# Complex EOM-CC bands and the defective seam at a same-symmetry crossing

## 1. Premises and conventions

- **P1.** The Hamiltonian $\hat H$ is spin-free, in a finite basis, with Born–von Kármán boundary conditions. The reference $\Phi_0$ is a gapped closed-shell Hartree–Fock determinant with the symmetry of the crystal.
- **P2.** $T$ is the CCSD solution connected to perturbation theory, and $\bar H=e^{-T}\hat He^{T}$.
- **P3.** We work in one charge sector, written for electron attachment (EA). $P$ spans the 1p and 2p1h determinants with added crystal momentum $\mathbf k$, and $Q$ spans the rest of that sector. The EOM matrix is $A(\mathbf k)=\bar H_{PP}-E_{\rm CC}$, and its eigenvalues $\omega$ are the bands. Ionisation follows with p and h exchanged.
- **P4.** $\mathbf k$ is varied by shifting the whole mesh, so $A(\mathbf k)$ is a smooth matrix of fixed size.
- **P5.** The crystal has an inversion centre.
- **P6.** Two eigenvalues of $A$ are close to each other and separated from all others.

$N$ is the number of continuous parameters: the components of $\mathbf k$, plus strain or displacements if these are varied. $\sigma_{x,y,z}$ are Pauli matrices. Energies are in eV or meV, wavevectors in Å$^{-1}$.

## 2. The EOM matrix is real

Let $\Theta$ be inversion times complex conjugation, acting on space only. It is antiunitary, $\Theta^2=1$, and it commutes with $\hat H$. Each factor sends $\mathbf k\to-\mathbf k$, so $\Theta$ keeps every $\mathbf k$, on any mesh.

For a Bloch orbital $\phi$, both $\phi+\Theta\phi$ and $i(\phi-\Theta\phi)$ are $\Theta$-invariant and at least one is nonzero. All orbitals can thus be chosen invariant. Antiunitarity gives $\langle p|h|q\rangle=\langle\Theta p|h|\Theta q\rangle^*=\langle p|h|q\rangle^*$, and likewise for two-electron integrals. The amplitude equations then have real coefficients, the branch of P2 is real, and $A(\mathbf k)$ is a real matrix. Its eigenvalues are real or come in conjugate pairs.

## 3. Truncation makes it non-symmetric

Define $S=e^{T^{\rm T}}e^{T}$, the overlap matrix of the functions $e^{T}|\mu\rangle$. It is symmetric and positive definite, since $e^T$ is invertible. The product
$$B=S\bar H=e^{T^{\rm T}}He^{T}$$
is symmetric. In the full space $S^{1/2}\bar HS^{-1/2}=S^{-1/2}BS^{-1/2}$ is symmetric, so $\bar H$ is diagonalisable with real eigenvalues for any $T$.

Take the $PP$ block, $B_{PP}=S_{PP}\bar H_{PP}+S_{PQ}\bar H_{QP}$, and equate it to its transpose. The constant $E_{\rm CC}$ cancels:
$$S_{PP}A-A^{\rm T}S_{PP}=(\bar H_{QP})^{\rm T}S_{QP}-S_{PQ}\bar H_{QP}\equiv W,\qquad W^{\rm T}=-W .$$
$W$ vanishes when $Q$ is empty. Otherwise only symmetry can remove it.

*Order in the fluctuation potential $V$.* For a 1p-dominated state the 2p1h part is first order. $S_{PQ}$ links 1p to 3p2h through $T_2^{\rm T}$, at first order. The first-order part of $\langle 3p2h|\bar H|1p\rangle$ is the first-order doubles equation times a spectator electron, and vanishes. The path $\langle 3p2h|V|2p1h\rangle$ is first order times a first-order component. So $\bar H_{QP}$ acting on the state is second order, and $W$ between two such states starts no earlier than third order.

## 4. Exact reduction to two dimensions

By P6 a contour $\Gamma$, symmetric about the real axis, encloses the two eigenvalues only. The projector
$$\Pi(\mathbf k)=\frac{1}{2\pi i}\oint_\Gamma (z-A)^{-1}dz$$
is real, of rank 2 and smooth in $\mathbf k$, because the resolvent is smooth on $\Gamma$. No eigenvector enters, so this holds even where $A$ is defective. Choose locally a smooth real basis $U=(u_1,u_2)$ of its range with $U^{\rm T}S_{PP}U=1$. Invariance gives $AU=UM$, hence
$$M=U^{\rm T}S_{PP}AU,\qquad M-M^{\rm T}=U^{\rm T}WU .$$
Any real $2\times2$ matrix has four components, $M=E_0+K$ with
$$K=x\sigma_z+y\sigma_x+i\varepsilon\sigma_y=\begin{pmatrix}x&y+\varepsilon\\ y-\varepsilon&-x\end{pmatrix},\qquad \varepsilon=\tfrac12\,u_1^{\rm T}Wu_2 .$$
Rotating the basis by $\theta$ gives $x'=x\cos2\theta+y\sin2\theta$, $y'=-x\sin2\theta+y\cos2\theta$, $\varepsilon'=\varepsilon$. Reversing the sign of $u_2$ reverses $y$ and $\varepsilon$. Thus $r=\sqrt{x^2+y^2}$ and $|\varepsilon|$ are fixed once the metric is fixed. Take $\varepsilon\ge0$.

## 5. Eigenvalues

The Pauli matrices anticommute and square to 1, so $K^2=D\cdot1$ with $D=x^2+y^2-\varepsilon^2$. Since ${\rm tr}K=0$,
$$\boxed{\;\omega_\pm-E_0=\pm\sqrt{x^2+y^2-\varepsilon^2}\;}$$
$D=-\det K$ does not depend on the basis or the metric. Below, $\omega$ is counted from $E_0$.

With $x=r\cos\varphi$, $y=r\sin\varphi$, the rotation $\theta=\varphi/2-\pi/4$ yields
$$K'=\begin{pmatrix}0&r+\varepsilon\\ r-\varepsilon&0\end{pmatrix},\quad R_\pm=\binom{\sqrt{r+\varepsilon}}{\pm\sqrt{r-\varepsilon}},\quad L_\pm=\binom{\sqrt{r-\varepsilon}}{\pm\sqrt{r+\varepsilon}},$$
with $K'R_\pm=\omega_\pm R_\pm$, $L_\pm^{\rm T}K'=\omega_\pm L^{\rm T}_\pm$ and $L_\pm^{\rm T}R_\pm=2\sqrt{r^2-\varepsilon^2}$. The basis is $S$-orthonormal, so the normalised overlap $O=|R_+^\dagger R_-|/(|R_+||R_-|)$ is that of the wavefunctions $e^{T}R_\pm$. Let $\kappa^2=|L|^2|R|^2/|L^{\rm T}R|^2$ be the squared condition number of either eigenvalue.

- **Outside, $r>\varepsilon$.** Real roots. $|R|^2=|L|^2=2r$ and $R_+^{\rm T}R_-=2\varepsilon$, so $O=\varepsilon/r$ and $\kappa^2=r^2/(r^2-\varepsilon^2)$. Far out $\omega_+\approx r-\varepsilon^2/2r$, which recovers the cone.
- **Inside, $r<\varepsilon$.** $\omega_\pm=\pm i\sqrt{\varepsilon^2-r^2}$, with equal real parts over the whole disc. $|R|^2=|L|^2=2\varepsilon$ and $R_+^\dagger R_-=2r$, so $O=r/\varepsilon$ and $\kappa^2=\varepsilon^2/(\varepsilon^2-r^2)$.
- **On the ring, $r=\varepsilon>0$.** $K^2=0$ with $K\neq0$. $K'$ has the single element $2\varepsilon$ above the diagonal, a Jordan block with one eigenvector. $O=1$, $L^{\rm T}R=0$, and biorthonormalisation fails.

In both open regions $\kappa^2=1/(1-O^2)$.

*Slope.* At fixed $\varepsilon$, $\partial\omega_+/\partial r=r/\sqrt{r^2-\varepsilon^2}$. The group velocity diverges at the ring as the inverse square root of the distance.

*Resolvent.* From $(z-K)(z+K)=z^2-D$ follows $(z-K)^{-1}=(z+K)/(z^2-D)$. The residue of the 11 element at $\omega_\pm$ is
$$Z_\pm=\tfrac12\,(1+x/\omega_\pm),\qquad Z_++Z_-=1 .$$
On $y=0$, $x>\varepsilon$ one has $x>\omega_+$, so $Z_+>1$ and $Z_-<0$ although both energies are real. On the ring the resolvent is $1/z+K/z^2$, a double pole. EOM pole strengths contract this matrix with smooth amplitude vectors. Individual strengths generically diverge at the ring, and their sum stays finite.

## 6. Dimension of the degeneracy

- **Symmetric matrix ($\varepsilon\equiv0$).** $D=0$ needs $x=y=0$. Two conditions give a seam of dimension $N-2$, a nodal line in a three-dimensional zone.
- **Truncated EOM-CC.** $D=0$ is one condition. Assume $\nabla x$ and $\nabla y$ independent and use $x,y$ as coordinates. On $r=\varepsilon$, $\partial D/\partial r=2\varepsilon(1-\partial\varepsilon/\partial r)\ne0$ when $|\partial\varepsilon/\partial r|<1$. The implicit function theorem gives a manifold of dimension $N-1$, a circle times the old seam. For $N=3$ it is a tube round the nodal line, for $N=2$ a ring round a Dirac point.
- **Non-defective degeneracy.** $K=0$ needs $x=y=\varepsilon=0$, dimension $N-3$. There the tube pinches.

If $\varepsilon=\varepsilon_0+er\cos(\varphi-\varphi_0)$ varies linearly, $r=\varepsilon$ gives $r=\varepsilon_0/[1-e\cos(\varphi-\varphi_0)]$. This is an ellipse of eccentricity $e<1$ with a focus at $r=0$. The circle is the limit $e\to0$.

The molecular form of this result was developed by Hättig (2005), Köhn and Tajti (2007), and Kjønstad, Myhre, Martínez and Koch (2017).

## 7. Role of symmetry

A unitary operation that leaves $\mathbf k$ fixed commutes with $S$ and $A$. It acts on the pair as a unitary matrix $G$ with $[G,M]=0$.

- $G\propto\sigma_z$ (two different real labels) forces $y=\varepsilon=0$, and $G\propto\sigma_x$ forces $x=\varepsilon=0$. Crossings of different symmetry stay ordinary. A two-dimensional irreducible representation forces $K=0$ by Schur's lemma.
- $G\propto\sigma_y$ forces $x=y=0$ and leaves $\varepsilon$ free. The eigenvectors $(1,\pm i)$ carry different labels and are exchanged by $\Theta$. An antiunitary symmetry maps $\omega$ to $\omega^*$, so it gives the pair $\pm i\varepsilon$. It gives a degeneracy only for a real spectrum.

## 8. Range of validity

1. **Reality.** Without $\Theta$, as at a general $\mathbf k$ in zincblende, $E_0$ is complex and $K=(\mathbf h+i\boldsymbol\gamma)\cdot\boldsymbol\sigma$ with real three-vectors. Then $D=h^2-\gamma^2+2i\,\mathbf h\cdot\boldsymbol\gamma$. Two conditions give dimension $N-2$ in place of the Hermitian $N-3$. A Weyl point becomes a circle of radius $|\boldsymbol\gamma|$ in the plane $\mathbf h\perp\boldsymbol\gamma$. Far out ${\rm Im}\,\omega_+\approx\mathbf h\cdot\boldsymbol\gamma/|\mathbf h|$, so complex values are no longer confined to a disc. The real case is $h_y=\gamma_x=\gamma_z=0$.
2. **Spin–orbit coupling.** $\Theta$ then includes the spin flip. The only Hermitian spin-dependent term it allows in the pair is $m\,s\,\sigma_y$, with $s=\pm1$ the spin along a local axis. Neglecting its own non-Hermitian corrections, $D=r^2+m^2-\varepsilon^2+2ism\varepsilon$, which never vanishes for $m\varepsilon\neq0$. The ring disappears and the imaginary parts remain.
3. **One sector.** Both bands must be EA roots or both IP roots. A valence–conduction touching involves two different matrices and violates the gap in P1.
4. **Isolation.** P6 fails with a third band nearby or inside the 2p1h continuum.
5. **Linear regime.** The circular shape needs $x,y$ linear and $\varepsilon$ nearly constant over the disc. Sections 4 and 5 need neither.
6. **Meaning.** The exact levels of the finite system are real. ${\rm Im}\,\omega$ here is a truncation error and no lifetime. A Hermitian secular matrix has $\varepsilon=0$ by construction, which says nothing about where it places the crossing.

## 9. Illustration: conduction bands of shear-strained silicon

**Symmetry.** Apply a shear $\epsilon_{xz}$ to the diamond lattice. Inversion $I:\mathbf r\to\boldsymbol\tau-\mathbf r$ survives, with $\boldsymbol\tau=\frac a4(1,1,1)$, and so does the rotation $C:(x,y,z)\to(-x,y,-z)$ about an atom. $IC$ and $CI$ differ by the lattice translation $\boldsymbol\tau-C\boldsymbol\tau=\frac a2(1,0,1)$. On the X–W line $\mathbf k=(0,k_y,2\pi/a)$ its Bloch phase is $e^{i\pi}=-1$. This holds equally with the strained direct and reciprocal vectors. Hence $C\Theta=-\Theta C$. In the real basis $\Theta$ is conjugation, so $G^*=-G$. With $G^2=1$ and $G$ unitary, $G$ is Hermitian and imaginary, so $G=\pm\sigma_y$. The line is the axis of the tube, with $\omega=\pm i\varepsilon$ on it. Off the axis, at $k_y\neq0$, only $\Theta$ remains and the two states have the same symmetry.

**Model.** With $\mathbf k$ now counted from X, take the standard two-band form
$$E_0=\frac{\hbar^2k_z^2}{2m_l}+\frac{\hbar^2(k_x^2+k_y^2)}{2m_t},\qquad x=vk_z,\quad v=\frac{\hbar^2k_0}{m_l},\qquad y=-\frac{\hbar^2}{M}k_xk_y .$$
The glides $x\to-x$ and $y\to-y$ of the unstrained crystal keep $k_z$ and reverse $k_xk_y$, so they act as $\sigma_z$ and reverse $i\sigma_y$. The first also reverses $\epsilon_{xz}$, the second $k_y$. On the axis $\varepsilon$ is therefore odd in both, $\varepsilon\propto\epsilon_{xz}k_y$ at leading order, and zero in the unstrained crystal. A further shear $\epsilon_{xy}$ removes $C$ and adds a constant to $y$, which moves the tube to general $\mathbf k$.

**Typical inputs**, chosen to give the usual valley position and masses of silicon: $a=5.431$ Å, $k_0=0.15\,(2\pi/a)$, $m_l=0.91\,m_e$, $m_t=0.19\,m_e$, $1/M\approx1/m_t-1/m_e$. **Assumed:** shear of order 1 %, section at $k_y=0.10$ Å$^{-1}$, and $\varepsilon=0.10$ meV there. This $\varepsilon$ is an illustrative scale and no EOM-CC result. All widths are linear in it.

- $\hbar^2/m_e=7.62$ eV Å$^2$, $2\pi/a=1.157$ Å$^{-1}$, $k_0=0.1735$ Å$^{-1}$, so $v=1.45$ eV Å.
- $m_e/M=4.26$, $\hbar^2/M=32.5$ eV Å$^2$, so $|y|=w|k_x|$ with $w=3.25$ eV Å.
- The lower band has its minimum at $|k_z|=k_0$, $vk_0/2=0.13$ eV below X. The section lies $\hbar^2k_y^2/2m_t=0.20$ eV above X, so 0.33 eV above the minimum. The 2p1h continuum of the exact theory opens about one gap above the minimum, typically 1.1 eV, which is compatible with P6.

**Ring.** $v^2k_z^2+w^2k_x^2=\varepsilon^2$ is an ellipse with semi-axes $\varepsilon/v=6.9\times10^{-5}$ Å$^{-1}$ along $k_z$ and $\varepsilon/w=3.1\times10^{-5}$ Å$^{-1}$ along $k_x$. Its area is $\pi\varepsilon^2/(vw)=6.7\times10^{-9}$ Å$^{-2}$. Strain corrections to $x$ and $y$ are of relative order $\epsilon_{xz}$, so two figures are kept.

Cut along $k_z$ at $k_x=0$, where $y=0$ and $x=r$:

| $r/\varepsilon$ | $k_z$ ($10^{-5}$ Å$^{-1}$) | $\omega_+/\varepsilon$ | $O$ | $\kappa^2$ | $Z_+$ |
|---|---|---|---|---|---|
| 0 | 0 | $1.00\,i$ | 0 | 1.00 | 0.500 |
| 0.6 | 4.1 | $0.80\,i$ | 0.60 | 1.56 | $0.500-0.375\,i$ |
| 1 | 6.9 | 0 | 1 | $\infty$ | $\infty$ |
| 1.25 | 8.6 | 0.75 | 0.80 | 2.78 | 1.333 |
| 10 | 69 | 9.95 | 0.10 | 1.01 | 1.003 |

At $r=1.25\,\varepsilon$ the lower root has $Z_-=-0.333$.

**Reading.** The model's disc spans $2\varepsilon/v$, a fraction $1.2\times10^{-4}$ of the Γ–X distance $2\pi/a$. An arbitrary path crosses it too fast to be sampled. The X–W path runs along its axis, and every point on it with $\varepsilon\ne0$ returns a conjugate pair, here $\pm0.10\,i$ meV.

**Neglected term.** A typical spin–orbit coefficient for this band pair is about 13 meV Å, so $m\approx1.3$ meV at this $k_y$, 13 times the assumed $\varepsilon$. With it ${\rm Im}\,D=\pm2m\varepsilon=\pm0.26$ meV$^2$, the ring is absent, and on the axis $\omega=\pm(sm+i\varepsilon)$ gives the four roots $\pm1.3\pm0.10\,i$ meV. The ring above belongs to the spin-free model of a truncated calculation, not to silicon, and its size stays unknown until $\varepsilon=\frac12u_1^{\rm T}Wu_2$ is computed.